**Problem.** Abrupt Ge homojunction in equilibrium at $T=400$ K, uncompensated, $N_A=N_D=N=10^{14}$ cm$^{-3}=10^{20}$ m$^{-3}$. I want the built-in potential $V_{bi}=\phi_n-\phi_p$, the electrostatic potential difference between the neutral regions.

Compiled values at 300 K: $E_g=0.66$ eV (Wing 2021) and $\varepsilon_r=16.2$ (Ioffe Institute), the latter assumed unchanged at 400 K. Typical inputs: $dE_g/dT=-4.0\times10^{-4}$ eV/K; $N_c=1.0\times10^{25}$ m$^{-3}$ and $N_v=5.0\times10^{24}$ m$^{-3}$ at 300 K, scaling as $T^{3/2}$; dopant ionisation energy $E_I=0.012$ eV; degeneracy factors 2 (donor) and 4 (acceptor). $q>0$ is the elementary charge. I carry intermediates unrounded.

**Why the formula holds.** Let $\psi=(E_F-E_i)/kT$, with $E_i$ the intrinsic level. Boltzmann statistics give $n=n_ie^{\psi}$, $p=n_ie^{-\psi}$. With full ionisation, neutrality reads $n-p=2n_i\sinh\psi=N_D$ on the n side and $-N_A$ on the p side. $E_F$ is flat and $E_i=\text{const}-q\phi$, so $V_{bi}=(kT/q)(\psi_n-\psi_p)$:

$$V_{bi}=\frac{kT}{q}\left[\operatorname{asinh}\frac{N_D}{2n_i}+\operatorname{asinh}\frac{N_A}{2n_i}\right].$$

For $u\gg1$, $\operatorname{asinh}u\to\ln 2u$, giving $(kT/q)\ln(N_AN_D/n_i^2)$. For $u\ll1$, $\operatorname{asinh}u=u-u^3/6+\dots$, giving $(kT/q)(N_A+N_D)/(2n_i)$.

**Intrinsic density.** $kT/q=34.47$ mV and $E_g=0.66\text{ eV}-(4.0\times10^{-4}\text{ eV/K})(100\text{ K})=0.62$ eV. The factor $(400/300)^{3/2}=1.540$ gives $N_c=1.54\times10^{25}$ m$^{-3}$, $N_v=7.70\times10^{24}$ m$^{-3}$, $\sqrt{N_cN_v}=1.089\times10^{25}$ m$^{-3}$. With $E_g/2kT=8.9935$,

$$n_i=\sqrt{N_cN_v}\,e^{-E_g/2kT}=(1.089\times10^{25}\text{ m}^{-3})(1.242\times10^{-4})=1.35\times10^{21}\text{ m}^{-3}.$$

**Potential.** $u=N/2n_i=0.0370$, so both sides are nearly intrinsic:

$$V_{bi}=2\,(34.47\text{ mV})\operatorname{asinh}(0.0370)=2.55\text{ mV}.$$

The linear limit also gives 2.55 mV, higher by the fraction $u^2/6=2.3\times10^{-4}$. The logarithm gives $2(kT/q)\ln(N/n_i)=-180$ mV, wrong even in sign. It sets the majority density equal to $N$, whereas on the n side $n=N/2+\sqrt{N^2/4+n_i^2}=1.40\times10^{21}$ m$^{-3}$ and $p=n-N=1.30\times10^{21}$ m$^{-3}$. The p side has these two values exchanged.

**Spatial scale.** Since $V_{bi}\ll kT/q$, nothing is depleted. With $\varepsilon=\varepsilon_r\varepsilon_0$, the linearised Poisson equation on each side is $\delta\phi''=\delta\phi/L^2$, $\delta\phi$ being counted from the bulk value, with

$$L=\sqrt{\frac{\varepsilon\,kT/q}{q(n+p)}}=107\text{ nm},\qquad n+p=2.71\times10^{21}\text{ m}^{-3}.$$

Each side drops $V_{bi}/2$ exponentially, so the field at the junction has magnitude $V_{bi}/2L=1.2\times10^{4}$ V/m.

**Neglected terms.**

- Degeneracy: for majority carriers $n/N_c=9.1\times10^{-5}$ and $p/N_v=1.8\times10^{-4}$. The leading Fermi–Dirac correction to the hole density is the fraction $2^{-3/2}p/N_v=6.4\times10^{-5}$.
- Ionisation: the neutral fractions are about $2(n/N_c)e^{E_I/kT}=2.6\times10^{-4}$ for donors and $4(p/N_v)e^{E_I/kT}=1.0\times10^{-3}$ for acceptors. $V_{bi}$ is linear in the ionised densities, so it falls by the mean of these fractions, under 0.1 %. That exceeds $u^2/6$, so I cannot meaningfully separate the asinh form from its linear limit here.
- Carrier screening: in the Debye–Hückel estimate each band edge moves into the gap by $q^2/(8\pi\varepsilon L)=0.42$ meV. This is not negligible against $qV_{bi}$, but $n+p$ is equal on both sides, so the shift cancels in $\phi_n-\phi_p$. It only raises $n_i$ by 1.2 %.
- Inputs: $V_{bi}\propto1/n_i\propto e^{E_g/2kT}$. The rounding of the compiled gap, $\pm0.005$ eV, alone moves $V_{bi}$ by $\pm7$ %, and the typical inputs add more.

**Result.** The model's value is $V_{bi}\approx2.5$ mV, n side positive, with the second figure uncertain.